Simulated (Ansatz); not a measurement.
# Work function of unrelaxed, unreconstructed Pt(110) films from 1 to 13 layers with PBE

We calculate the work function Φ of free-standing Pt films with (110) faces, from one atomic layer to 13, using PBE. Φ is the vacuum level outside the film less the Fermi level, and we compare each film with the 13-layer one. The question is how Φ approaches its thick-film value as layers are added. This matters where a thin Pt electrode sets a Schottky barrier or a gate threshold, since a change of Φ with thickness can shift either. The atoms stay at bulk places in a 1×1 cell, whereas the clean (110) face of real Pt reconstructs by losing alternate rows. The results therefore describe the effect of thickness on an ideal face.

## Set-up

Ansatz 0.2.0, plane-wave Kohn-Sham DFT with its default PAW datasets at a cutoff of 420 eV. Symmetric 1×1 slabs of 1 to 13 layers are cut at the tabulated measured lattice constant with atoms at bulk places and 18 Å of vacuum. In-plane k-spacing 0.15 Å⁻¹ (2π included), Fermi-Dirac smearing of 0.1 eV, dipole correction on. Spin-paired. Scalar-relativistic, no spin-orbit coupling. PBE. The crystal is fcc; the mesh is the same for all thicknesses of a face.

Notes on method and selection:

- Confinement between the two faces quantises the states along the normal, so values can oscillate with thickness.
- The atoms are not relaxed; free films of one to three layers would take another lattice constant.
- Very thin films of spin-paired d elements may in truth carry a moment.
- Runs in which the search for lower states was switched off are not listed.
- Work functions and vacuum levels are read from the electrostatic potential (Hartree and local ionic parts), which a warning of a rough exchange-correlation potential in thin density does not concern.
- Error sizes named in these notes are rules of thumb and were not measured on these runs.
- The default PAW datasets of this version of Ansatz are the set soft_2.
- Runs that did not converge, have known faults or may not be shown are not listed, and runs on Ansatz's PAW sets soft_1 and soft_2 are kept to separate tables.

Columns:

- layers: number of atomic layers.
- thickness (Å): distance between the outermost atomic planes.
- Φ (eV): work function: vacuum level outside the slab less the Fermi level.
- ΔΦ to thickest (eV): work function less that of the thickest slab of the same face.

## Table of results

```
member     layers  thickness (Å)  Φ (eV)  ΔΦ to thickest (eV)
1 layer    1       0.00           6.230   0.9197
2 layers   2       1.39           5.285   −0.0251
3 layers   3       2.77           ?       ?
4 layers   4       4.16           5.338   0.0277
5 layers   5       5.54           5.283   −0.0271
6 layers   6       6.93           5.367   0.0561
7 layers   7       8.32           5.244   −0.0668
8 layers   8       9.70           5.332   0.0210
10 layers  10      12.47          5.285   −0.0253
13 layers  13      16.63          5.310   0.0000
```

Cells marked ? are withheld until the estimate has been made.

## Mechanism

Nearly all of the change comes with the second layer. Φ falls from one layer to two by 6.230 − 5.285 = 0.945 eV. From two layers on, every film shown lies within 0.067 eV of the 13-layer value of 5.310 eV.

Counting neighbours makes the early drop plausible. On an fcc (110) face an atom has two nearest neighbours in its own layer, four in the next layer down and one in the layer below that. An atom in the single layer thus has 2 neighbours, one in the two-layer film has 6, and a surface atom of a thick film has 7. Fewer neighbours mean a narrower d band. In Pt this band is almost full, so narrowing tends to lower its upper edge and the Fermi level with it, which raises Φ. The table holds no band widths, so this remains a likely cause; the imposed bulk spacing and the absence of spin polarisation may also affect the single layer.

What follows is an oscillation rather than a smooth approach. Between four and eight layers the even films lie above the 13-layer value and the odd ones below it. The largest step is from six to seven layers, 5.244 − 5.367 = −0.123 eV. The alternation does not extend to the two- and ten-layer films, which are even but lie 0.025 eV below the reference.

Confinement can produce such a pattern. States along the normal must fit between the two faces, and each added layer moves their levels past the Fermi level. If the natural period is close to two layers but not equal to it, the even-odd order slips as the film thickens. Because these levels also change how well a fixed in-plane mesh samples the Fermi surface, part of the oscillation may be numerical.

## Prediction

Plain estimates from the members shown:

- 3 layers, straight-line interpolation between 2 layers and 4 layers: w = (3 − 2) / (4 − 2) = 0.500, so 5.285 + 0.500 × (5.338 − 5.285) = 5.312 eV

The three-layer film is the first whose outer atoms have all 7 neighbours of a thick-film surface atom. Since two layers already give a value close to the thick-film one, we place three layers among the thicker films and leave the single layer out.

The straight line between two and four layers gives 5.312 eV, but this route handles an alternating series badly. Tried on the seven-layer film it gives (5.367 + 5.332) / 2 = 5.350 eV, which is 0.106 eV too high. The mean of the other films from two layers up, without the seven-layer one, is (5.285 + 5.338 + 5.283 + 5.367 + 5.332 + 5.285 + 5.310) / 7 = 5.314 eV, which is too high by 5.314 − 5.244 = 0.070 eV. We therefore use the mean of all eight films shown from two layers up:

(5.285 + 5.338 + 5.283 + 5.367 + 5.244 + 5.332 + 5.285 + 5.310) / 8 = 5.306 eV

An odd number of layers might suggest a lower value, as at five and seven layers. We apply no such shift, because the even-odd order already fails at two layers.

Predicting each of the eight films from the mean of the other seven gives a root-mean-square miss of about 0.042 eV. We round this up to 0.05 eV, since three layers lie near the thin end, where the single layer departs strongly.

**Committed estimate, 3 layers: Φ = 5.31 ± 0.05 eV.**

## Outcome

```
member    layers  thickness (Å)  Φ (eV)  ΔΦ to thickest (eV)
3 layers  3       2.77           5.457   0.1462
```

```
member    estimate       Φ (eV)  computed  estimate − computed  miss in error bars
3 layers  committed      5.310   5.457     −0.147               2.9
3 layers  interpolation  5.312   5.457     −0.145
```

The estimate of 5.31 ± 0.05 eV failed. The three-layer film comes out at 5.457 eV, which is 0.147 eV higher and 2.9 error bars away. The straight line between two and four layers missed by 0.145 eV, so neither route was better in practice.

The argument that failed was that a film whose outer atoms have all the neighbours of a thick-film surface atom should already behave like the thicker films. From two to three layers the outer atoms go from 6 neighbours to 7, which should lower Φ slightly if it does anything, yet Φ rises by 5.457 − 5.285 = 0.172 eV. Neighbour counting may still account for the large drop after the first layer, but not for what follows. Confinement remains a plausible cause, since it can move Φ either way from one layer to the next.

A downward shift for odd films would have increased the miss: the even-odd order seen from four to eight layers is reversed at two and three layers. The error bar was too small because it came mostly from thicker films, which scatter less.

## Where the trend breaks

Two films stand apart from the rest, both at the thin end and both above the 13-layer value.

The single layer is 0.920 eV too high. On this face it consists of rows of atoms in which each atom touches only two others, so a narrowed, nearly full d band with a low Fermi level is the likeliest main reason. The imposed bulk spacing and the suppressed spin polarisation make this the least realistic film of the series, though the table does not show which way either one moves Φ.

The three-layer film is 0.146 eV too high, 0.1462 / 0.0668 = 2.2 times the largest deviation among the films of four or more layers. With so few layers the confined levels are widely spaced, and the position of one of them near the Fermi level can matter more than in a thick film. That allows for a larger departure than in thick films but predicts neither its size nor its sign. Mesh and smearing errors may add a few hundredths of an eV.

The seven-layer film, at −0.067 eV, is the lowest of the series but belongs to the ordinary oscillation.

## Measured against computed

```
member     quantity  measured  computed  computed − measured  conditions                                                                                                                      source
13 layers  Φ (eV)    5.53      5.310     −0.220               compiled values differ between sources by a tenth of an eV or more; this face reconstructs in experiment and the slab does not  [1]
```

Sources:

[1] "Anisotropic work function of elemental crystals" (2019, arXiv:1902.07811)

The only measured value, 5.53 eV, is set against the 13-layer film, which lies 0.220 eV below it. No thinner film has a measured row, so the dependence on thickness is not compared with experiment here.

The difference is larger than the oscillation among the thicker films, so the choice of the 13-layer film as reference does not explain it. PBE often gives work functions of metals one to three tenths of an eV too low, which would fit in sign and size. The surfaces also differ: the real face loses alternate rows of atoms, while the slab keeps them all and holds them at bulk places. Reconstruction and relaxation could each change Φ by up to roughly a tenth of an eV, and we assign no sign to either.

The measured value has its own uncertainty. Compiled values differ by a tenth of an eV or more, and adsorbates or patches of other faces can shift a reading. We therefore take the comparison as agreement to a few tenths of an eV and do not read a systematic error of PBE from it.

## Closing remarks

From four to 13 layers, a thickness of 4.16 to 16.63 Å, the films shown scatter without a clear drift about a mean of (5.338 + 5.283 + 5.367 + 5.244 + 5.332 + 5.285 + 5.310) / 7 = 5.308 eV. Predicting each of these seven films from the mean of the other six gives a root-mean-square miss of about 0.045 eV, a fair error bar for an untabulated film inside this range. It does not carry over to one to three layers.

The highest and lowest of these films differ by 5.367 − 5.244 = 0.123 eV. If that difference reached a gate contact in full, the flat-band voltage would shift by 0.123 V.

In a device, two omitted effects can exceed this spread. Bonding to an oxide or semiconductor creates an interface dipole that can change the effective work function by several tenths of an eV in either direction, and adsorbates on an exposed face can shift Φ by as much or more.

[Logs are printed without paths, hosts, clocks, repeated set-up lines and the standing remarks that a program may print on its own settings, such as how far it seeks lower states.]
